Question: Does PBE make GaN too stiff as well as giving it too small a gap?

I have compressed wurtzite GaN equally along all directions with three functionals. Strain is counted per length, with a minus sign for compression, and both changes are taken from the unstrained cell with the same functional. At −5.46 % PBE stands apart twice. Its gap is 3.045 eV where HSE06 gives 4.467 eV, and its energy has risen by 296 meV an atom where r2SCAN gives 225 meV. Are these two signs of one failure, and can I still use PBE for the change of the gap?

Wurtzite GaN (4-atom cell, 11.37 Å³ per atom unstrained) under hydrostatic strain, given per length; Ansatz 0.2.0, plane-wave PAW, no spin polarisation. The unstrained cell and the atomic positions at each strain were relaxed with r2SCAN; changes are from the unstrained cell with the same functional. K mesh 6×6×4 for HSE06, 12×12×6 for PBE and r2SCAN.

```
functional  strain (%)  band gap (eV)  band gap change (eV)  energy rise per atom (meV)
     HSE06       -5.46          4.467                 1.269                       226.5
     HSE06        -0.5          3.314                 0.115                         1.6
       PBE       -5.46          3.045                 1.112                       295.7
       PBE        -0.5          2.034                 0.100                         8.2
    r2SCAN       -5.46          3.518                 1.168                       225.4
    r2SCAN        -0.5          2.456                 0.105                         1.6
```

Answer: They are two different failures. The small gap belongs to PBE itself. The large energy rise comes from where the strain is counted from: the unstrained cell was relaxed with r2SCAN, and for PBE that cell is already compressed.

You can recognise the second failure from the energy column alone. Near a true minimum the energy grows as the square of the strain, and a little faster once the crystal stiffens. Your large strain is 10.9 times the small one, so the energy rise should grow by at least 10.9², or about 119 times. With r2SCAN and HSE06 it grows about 141 times, but with PBE only 36 times. A ratio that far below the square means that part of the rise is proportional to the strain itself, as happens when one starts on a slope and not at the bottom of the valley.

The slope is a pressure. Compressing a crystal costs pressure times lost volume, and the pressure at any moment is the starting pressure plus whatever has been gained since. The energy rise therefore splits into two parts:

energy rise = p₀ · ΔV + work against the gained pressure

Here p₀ is the pressure in the unstrained cell and ΔV the volume lost per atom. Only the second part measures how stiff the crystal is.

For PBE the calculated p₀ is 6.2 GPa, while for the other two functionals it is practically zero. The HSE06 stresses are only loosely converged, but the steep growth of the HSE06 energy rise also speaks against a sizeable starting pressure. At −5.46 % each edge shrinks to 0.9454 of its length, and an atom starts with 11.37 Å³:

ΔV = 11.37 Å³ × (1 − 0.9454³) = 1.76 Å³
p₀ · ΔV = 6.2 GPa × 1.76 Å³ = 10.9 GPa Å³ = 0.068 eV

The last step uses 1 eV/Å³ = 160 GPa. Of PBE's 296 meV, then, 68 meV is work against a pressure that was there from the start.

What remains is about 227 meV, within about 1 % of the r2SCAN value. The same subtraction at −0.5 % brings PBE from 8.2 down to 1.6 meV, again the r2SCAN value. The pressures confirm it directly: between the unstrained cell and −5.46 %, PBE gains 47.8 GPa and r2SCAN 47.5 GPa. Over the same range of volumes, PBE's GaN is as stiff as r2SCAN's.

The starting pressure does reveal a real trait of PBE, which is that it prefers longer bonds than r2SCAN does. A likely explanation, which these runs do not test, is that its gradient correction favours uneven electron densities somewhat too strongly, and stretching a bond makes the density more uneven. The sign of the error follows from this. A functional that wants longer bonds, placed in a shorter cell, exaggerates the cost of compression and understates the cost of expansion; for a small expansion its energy would even fall. The cure is to count strain from the cell that the functional itself prefers. PBE should then come out somewhat softer than r2SCAN, because its cell is larger and a crystal is less stiff the less it is compressed.

That cure would not help the gap. All three functionals were given the same cell at each strain, so the differences between their gaps come from the electronic levels and not from bond lengths. Since the gap grows on compression, PBE's own larger cell would give a still smaller gap. The borrowed cell thus harms PBE's energy rise but flatters its gap.

The gap is too small because of what a semilocal functional leaves out. The true gap is the cost of taking an electron out of the neutral crystal, less the energy gained when an extra electron is added to the neutral crystal instead. In exact theory the potential jumps when that extra electron arrives, and the jump is part of the gap. PBE's potential depends smoothly on the local density and its gradient, so it has no jump. In GaN a second error probably adds to this: PBE places the filled gallium 3d states too high, and from there they push the nitrogen 2p states up towards the empty ones. HSE06 mixes in exact exchange at short range, which lowers filled states relative to empty ones and restores much of the missing opening. It is a better level here but not the truth: its unstrained gap of 3.2 eV still lies somewhat below the measured one.

The change of the gap fares much better. At −5.46 % PBE's gap is 32 % below that of HSE06, but its gap change is only 12 % below. In GaN the lowest empty state is antibonding and largely s-like, whereas the highest filled states are mainly nitrogen 2p. Shorter bonds increase the overlap between neighbours, and this drives the antibonding state up relative to the filled ones. Every one of these functionals describes that overlap, so most of the error in the gap is already present before compression and cancels in the difference.

It does not cancel fully, and this matters if you want to correct PBE gaps with a single HSE06 calculation. Without strain, PBE lies 1.265 eV below HSE06. Adding that amount at −5.46 % gives

3.045 eV + 1.265 eV = 4.31 eV

which is 0.16 eV below the HSE06 result. Scaling by the ratio of the unstrained gaps is worse:

3.045 eV × (3.199 / 1.934) = 5.04 eV

This is 0.57 eV too high. Adding also beats scaling for r2SCAN, and for both functionals at the smaller strain.

Why the shortfall grows at all is less certain. Exact exchange may also widen the splitting that overlap produces, so that its effect increases as the bonds shorten, but these calculations do not separate that from other causes.

So PBE is usable for the change of the gap if an error of roughly an eighth relative to HSE06 is acceptable, and r2SCAN brings that down to 8 or 9 %. At the large strain, treat all three sets of numbers as properties of compressed wurtzite. The pressure there is near 50 GPa, and the calculation keeps the wurtzite symmetry even where real GaN may prefer the denser rocksalt structure.
